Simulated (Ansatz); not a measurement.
The atomisation energy (no zero-point term) down a group: C to Sn

One atom is swapped for its congeners: C2H6O (dimethyl ether) `COC`; CH6OSi `CO[SiH3]`; CH6GeO `C[O][GeH3]`; CH6OSn `C[O][SnH3]`. All are singlets with charge 0.

Shapes, held fixed at every level: PBE0-D4/def2-TZVP. Programs: Ansatz 0.2.0. Values in eV.

```csv
level,C2H6O,CH6OSi,CH6OSn
HF/def2-TZVPP,25.39,24.08,20.40
r2SCAN-D4/def2-TZVPP,34.62,32.18,28.68
PBE0-D4/def2-TZVPP,34.63,31.91,28.43
B2PLYP/def2-TZVPP,34.32,31.92,28.34
MP2/def2-SVP,33.20,30.42,26.98
MP2/def2-TZVPP,34.16,31.70,28.09
CCSD(T)/def2-TZVPP,33.84,31.53,28.20
```

Q: Estimate the column for CH6GeO from its neighbours.

A: The mean of the neighbours at CCSD(T)/def2-TZVPP is 29.87 eV, against 29.86 from the run. All rows: HF/def2-TZVPP 22.02; r2SCAN-D4/def2-TZVPP 30.38; PBE0-D4/def2-TZVPP 30.08; B2PLYP/def2-TZVPP 30.04; MP2/def2-SVP 28.79; MP2/def2-TZVPP 29.95; CCSD(T)/def2-TZVPP 29.86 eV. At CCSD(T)/def2-TZVPP the atomisation energy falls at every step, from 33.84 to 28.20 eV. Every level shows the same order. For atoms past krypton def2 sets carry core potentials with scalar relativity. Relativity is left out for Ge unless named. Correlated rows may include outer-core shells of Ge, Sn, which these sets cover unevenly. Spin-orbit coupling, which grows down the group, is left out (summed over each molecule's free atoms 0.02, 0.03, 0.13, 0.32 eV).

The falling atomisation energy should not be read as a steadily weakening bond to oxygen. The methyl group is common to all four molecules, so the change comes mainly from the three E–H bonds and the E–O bond. E–H bonds weaken down the group as the valence orbitals of E grow more diffuse and overlap less well with hydrogen 1s. Si–O, however, is stronger than C–O, helped by its greater polarity, so the first step probably reflects a large loss in E–H bonding partly offset by a gain at oxygen.

Hartree–Fock gives the same order but binds far too weakly, because it misses the correlation energy gained when electrons pair in bonds. MP2 rises for every molecule with the larger basis, which suggests that CCSD(T) is also short of its basis-set limit; the higher density-functional values are therefore not proof of overbinding. The germanium value lies above the neighbour mean in MP2 but slightly below it in CCSD(T), so the close interpolation supports a smooth overall trend, not a distinct germanium anomaly.
